## Stretching an Si–H bond: why MP2 ends up too high

Pull a hydrogen atom away from silicon and the bonding and antibonding orbitals of that bond draw together. Second-order perturbation theory, MP2, divides by orbital-energy gaps. Smaller gaps should mean a larger, more negative correlation energy, so one naively expects the MP2 curve to sink below a better one as the bond gets longer. The table tests this for the radical AlH₂–SiH₂, with one Si–H bond stretched and everything else held fixed.

Ansatz 0.2.0 calculations on the radical AlH₂–SiH₂ (doublet) with the def2-TZVPP basis, unrestricted orbitals, and frozen cores in MP2 and CCSD(T). The stretch is the length of one Si–H bond, with all else held as in the PBE0-D4/def2-TZVP minimum structure. Energies are relative to that structure, computed with the same method.

```csv
stretch (Å),CCSD(T) (eV),r2SCAN-D4 (eV),wB97M-V (eV),HF (eV),MP2 (eV),MP2 less CCSD(T) (eV),T1 diagnostic
1.219,0.944,0.956,0.911,0.934,0.924,-0.021,0.014
1.282,0.491,0.502,0.468,0.478,0.473,-0.018,0.014
1.374,0.123,0.130,0.112,0.113,0.112,-0.011,0.014
1.481,0.000,0.000,-0.001,-0.001,-0.001,-0.001,0.015
1.599,0.104,0.096,0.114,0.123,0.120,0.016,0.015
1.727,0.383,0.364,0.404,0.434,0.422,0.040,0.016
1.863,0.774,0.747,0.811,0.871,0.848,0.074,0.017
2.006,1.223,1.196,1.284,1.377,1.361,0.138,0.024
2.156,1.694,1.672,1.787,1.858,2.013,0.319,0.051
```

The column "MP2 less CCSD(T)" is the error of MP2 if coupled cluster, CCSD(T), is taken as the yardstick. That yardstick has a limit of its own. It starts from a single unrestricted Hartree–Fock (HF) determinant, a starting point that fails once a bond is stretched far enough. The general notes to the data warn of spin contamination and of large singles amplitudes, but that warning comes from tests on other systems, and none of the CCSD(T) runs here raised it. At the minimum both are mild: the expectation value of S² is 0.767, against 0.75 for a pure doublet, and the largest singles amplitude is 0.019. The T1 diagnostic, a measure of how strongly coupled cluster has to correct the orbitals it was given, stays between 0.014 and 0.017 up to 1.863 Å, then rises to 0.024 and 0.051. The last row is therefore the least certain, and it is also the one where the MP2 error is largest. Any explanation has to allow for the possibility that the yardstick has bent.

The error rises from row to row throughout the scan. It is slightly negative for the compressed bond, close to zero at the minimum, and positive at every longer distance. Up to 1.863 Å it grows gently, to 0.074 eV. Two steps later it is 0.319 eV, which is 19% of the CCSD(T) stretching energy, against 10% at 1.863 Å. There are thus two things to explain: the positive sign on stretching, and the sudden steepening at the end.

### Does MP2 overcorrelate the stretched bond?

The naive argument fails on the sign. In all five rows beyond the minimum MP2 lies above CCSD(T), so it lowers the energy of the stretched bond too little.

A second comparison leaves CCSD(T) out altogether. Subtract the HF energy from the MP2 energy in each row. What remains is the change in the second-order correlation energy since the minimum. If shrinking gaps ruled, this difference would become ever more negative. It does fall at first, to −0.023 eV at 1.863 Å. Then it turns round, to −0.016 eV at 2.006 Å and +0.155 eV at 2.156 Å. In the last row the second-order correction is weaker than it was at the minimum, and the MP2 stretching energy lies above that of HF.

The argument is tempting because it is correct for a different calculation. If both electrons of the bond are forced to share one spatial orbital, as in restricted HF, the gap does close at long distance and the MP2 energy eventually plunges. The orbitals here are unrestricted, and they have another way out.

### Does MP2 recover a steady share of the correlation?

A more modest idea is that stretching creates correlation energy and MP2 captures only part of it. Between 1.599 and 1.863 Å this describes the data fairly well: MP2 finds between 0.16 and 0.24 of the change in correlation energy that CCSD(T) finds. A single share, fitted by least squares to the seven rows up to 1.863 Å, comes out at 0.21.

Its failures are plain. On compression the two methods disagree even about the sign of the change. At 1.219 Å, for example, the correlation contribution to the relative energy is +0.010 eV in CCSD(T) and −0.010 eV in MP2. At 2.156 Å, which was not in the fit, the fixed share misses the MP2 correlation change by 0.190 eV.

One can be more generous and let the shortfall vary smoothly with distance, as a low-order polynomial. A quadratic in the bond length, fitted to the MP2 error in the same seven rows, reproduces them with a root-mean-square deviation of 0.0006 eV, which is within the rounding of the table. Continued to the last two rows, it falls short by 0.023 and 0.151 eV. A cubic falls short by 0.018 and 0.137 eV. The cut at 1.863 Å was placed where T1 is still below 0.02, and the exact size of the shortfall depends on that choice and on the form of the curve. That there is a shortfall in the last row does not depend on whether the quadratic or the cubic is used.

The smooth picture therefore keeps a part of the truth. With the quadratic, $0.319-0.151=0.168$ eV of the final error is a continuation of the earlier trend, and roughly as much again is new. For the smooth part, theory offers a plausible cause. MP2 uses bare orbital gaps, which usually overestimate the cost of moving the bonding pair into the antibonding orbital, so it underrates a correlation effect that gains weight as the bond weakens. No column tests that reasoning.

### Has the yardstick failed?

Perhaps the new part is an illusion, produced by CCSD(T) sagging too low where T1 is large. Such a sag would push up every difference taken against CCSD(T), including that of HF. The HF difference does the opposite. HF less CCSD(T) grows by 0.057 eV in the step to 2.006 Å and by only 0.010 eV in the last step. Against a quadratic continuation from the first seven rows, it ends 0.076 eV too low. This check is not decisive, because a sag of CCSD(T) could hide behind a larger drop of HF itself.

The two density functionals give a looser check, since they have errors of their own. Treated with the same quadratic, each of them ends 0.034 eV above its continuation relative to CCSD(T). With a cubic, the departures are +0.006 eV for r2SCAN-D4 and −0.007 eV for wB97M-V. Since these change so much with the order of the fit, they deserve no cause. They do suggest that only a small part of the MP2 anomaly can be blamed on a shared yardstick. Measured against either functional, the quadratic anomaly of MP2 is still $0.151-0.034=0.117$ eV.

The slopes point the same way. Over the last three steps the CCSD(T) curve climbs at 2.88, 3.14 and 3.14 eV/Å. It has stopped steepening, as a bond curve must before it levels off. MP2 climbs at 3.13, 3.59 and 4.35 eV/Å and is still steepening. CCSD(T) may well be off in the last row, by an amount the table cannot fix, but the anomaly seems to belong mainly to MP2.

### What if the two spins part company?

In an unrestricted calculation the up-spin and down-spin electrons of a bond may occupy different orbitals. When the bond is strong they gain nothing by doing so. When it is weak, one can settle mostly on silicon and the other mostly on hydrogen, which spares them their mutual repulsion. HF gains energy from this. The effect on MP2 is less obvious, and a small model makes it clear.

Take two sites and two electrons of opposite spin. Let $t$ be the hopping energy that makes the bond, and $U$ the repulsion when both electrons are on one site. Stretching lowers $t$. With a shared bonding orbital the HF energy is

$$E_\mathrm{R}=-2t+\tfrac{U}{2}.$$

The only correlating process moves both electrons into the antibonding orbital. Its coupling is $U/2$ and its orbital-energy cost is $4t$, so the second-order energy is

$$E_\mathrm{R}^{(2)}=-\frac{(U/2)^2}{4t}=-\frac{U^2}{16t}.$$

This grows without limit as $t$ shrinks, which is the naive expectation in a formula.

Now let the orbitals differ. Put the up-spin electron on the first site with amplitude $\cos\theta$ and on the second with $\sin\theta$, and the down-spin electron the other way round. With $s=\sin 2\theta$ the energy is $-2ts+Us^2/2$. It is lowest at $s=2t/U$ once $U>2t$, which gives

$$E_\mathrm{U}=-\frac{2t^2}{U}.$$

The gap for each spin is now $U$. It no longer closes, because an electron sent to the other site meets the one already there. The coupling has fallen to $Us^2/2$ in size, since the two electrons now overlap less. Dividing its square by the cost $2U$ gives

$$E_\mathrm{U}^{(2)}=-\frac{Us^4}{8}.$$

The fourth power is the heart of the matter: as the spins separate, the second-order energy collapses.

One case can be worked through. For $U=3t$ we have $t=U/3$ and $s=2/3$. The shared orbital gives $E_\mathrm{R}=-0.167U$ and the separated ones give $E_\mathrm{U}=-0.222U$, so HF gains about $0.056U$. The second-order energy shrinks from $-0.188U$ to $-0.025U$, a loss of about $0.163U$. The loss is 2.9 times the gain. The exact energy of the model is $(U-\sqrt{U^2+16t^2})/2=-0.333U$. MP2 with separated spins gives $-0.247U$ and so lies $0.086U$ too high, whereas with a shared orbital it would lie $0.021U$ too low.

Just past the point where the spins begin to separate, the HF gain grows as the square of the distance beyond it, while the second-order loss grows in direct proportion. MP2 therefore suffers at once, before HF shows much benefit.

### Holding the model against the table

The model predicts two bends of opposite sign. HF should drop below its smooth continuation, and the second-order correlation energy should weaken by more than HF has gained. Both appear in the last row. Relative to the quadratic continuations, HF measured against CCSD(T) is 0.076 eV low and the correlation part of MP2 is 0.226 eV high. Their sum, 0.150 eV, is the anomaly in the MP2 error to within rounding. The loss is about three times the gain.

That ratio matches the worked case, but the match is accidental. The value $U=3t$ was chosen for easy arithmetic, nothing in the model was fitted to the molecule, and the ratio in the model ranges from about 13 at $U=2.2t$ to about 2 at $U=4t$. What counts is that the loss exceeds the gain. The size of the HF bend, and with it the ratio, also depends on the continuation. Against a Morse curve fitted to the HF energies alone, HF is 0.015 eV high at 2.006 Å and only 0.010 eV low in the last row, where CCSD(T) lies 0.037 eV above its own Morse curve. The model also says that, once the spins begin to separate, the ratio should at first fall as the bond lengthens. The row at 2.006 Å agrees, with a ratio between 5 and 6, but the HF bend there is only about 0.005 eV, a few units of the last printed digit, so this is weak support.

The model fails before the spins separate. There it puts MP2 slightly below the exact energy, while the table has MP2 above CCSD(T) from 1.599 Å onwards. It cannot account for the smooth half of the error. One thing it omits is the repulsion between electrons on different sites. With that included, bare orbital gaps overstate the cost of moving the pair, which is the cause suggested earlier; without it, $4t$ is exactly that cost. Whether this repulsion explains the size of the smooth error is not tested here.

The model also leaves out the third electron. Simple valence counting puts the unpaired electron of this radical on silicon, at one end of the very bond being stretched. Its presence already makes the up-spin and down-spin orbitals differ a little at the minimum, so the separation need not set in at a sharp point. Nor can two rows tell a gradual separation from a switch of HF to a different solution.

The numbers thus rule out overcorrelation as the cause and show that neither a steady share nor a polynomial continuation of the earlier shortfall is enough. They make a failure of CCSD(T) an unlikely main culprit. That the spins part company is an inference: it gives the right signs for the two bends, with weaker support for their order, and the rise of T1 in the same rows fits it, but the table does not follow the spins directly.

### Carrying the idea to other bonds

The quantity to estimate is $t$ against $U$. In closed-shell silane, SiH₄, no unpaired electron disturbs the bond, so unrestricted and restricted HF should coincide near the minimum and part at a definite distance. The MP2 error should then show a sharper break than it does here. A π bond has a smaller hopping energy than a σ bond between the same atoms, and its spins should separate after a smaller stretch. If silane were treated with restricted orbitals instead, the break would vanish and the plunge of the naive argument would appear at long distance.

In the last step of this scan the MP2 curve keeps steepening while the HF curve has begun to flatten. There MP2 is a worse guide to the stretching energy than the HF calculation it was meant to improve: HF misses CCSD(T) by 0.164 eV and MP2 by 0.319 eV.
